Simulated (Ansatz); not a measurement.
**Abstraction of H: CH7FSi2 + CH5GeO2 → CH6FSi2 + CH6GeO2**

Species: CH7FSi2 `F[SiH2]C[SiH3]`, singlet; CH5GeO2 `C[O][GeH][OH]`, doublet; CH6FSi2 `F[SiH2]C[SiH2]`, doublet; CH6GeO2 `C[O][GeH2][OH]`, singlet. A radical takes H: the energy is the difference in strength between the Si–H bond broken and the Ge–H bond made.

Shapes, held fixed at every level: PBE0-D4/def2-TZVP. Flexible molecules stand in one conformer, not always the lowest. Programs: Ansatz 0.2.0. Electronic energies: no zero-point or thermal term.

```
               level                   kind  ΔE (kJ/mol)  less CCSD(T)/def2-TZVPP
   PBE-D4/def2-TZVPP                    GGA        +48.1                    +14.8
r2SCAN-D4/def2-TZVPP               meta-GGA        +41.8                     +8.5
 B3LYP-D4/def2-TZVPP          global hybrid        +48.8                    +15.5
  PBE0-D4/def2-TZVPP          global hybrid        +38.7                     +5.4
      MP2/def2-TZVPP    perturbation theory        +32.2                     -1.1
     CCSD/def2-TZVPP  coupled cluster or CI        +31.2                     -2.1
  CCSD(T)/def2-TZVPP  coupled cluster or CI        +33.3                      0.0
```

The highest level, CCSD(T)/def2-TZVPP, gives ΔE = +33.3 kJ/mol; the levels span +31.2 to +48.8. The column of differences is taken from that level and isn't an error. No measured value is set beside it here. Open shells run unrestricted unless RO is named. Relativity is left out for Ge unless named. Correlated rows may include outer-core shells of Ge, which these sets cover unevenly.

Every level makes the transfer uphill, so the Si–H bond broken is stronger than the Ge–H bond formed, by +33.3 kJ/mol at CCSD(T). This is the usual order within group 14: the valence shell of germanium is more diffuse than that of silicon and overlaps less well with the compact hydrogen 1s orbital. The two oxygen substituents on germanium probably modify the gap by changing the s character of the radical orbital, but this single pair can't separate their effect from that of the element.

One radical and one X–H bond stand on each side, so much of the correlation energy cancels, which fits the close agreement of MP2, CCSD and CCSD(T). The density functionals all give a larger endothermicity. Exact exchange alone doesn't order them, since PBE0 lies below PBE while B3LYP lies slightly above it. The sign of the reaction energy is therefore secure across these methods, and electronically the silyl radical is the better hydrogen acceptor of the two. How fast hydrogen would pass in either direction depends on a barrier that the reaction energy doesn't supply.
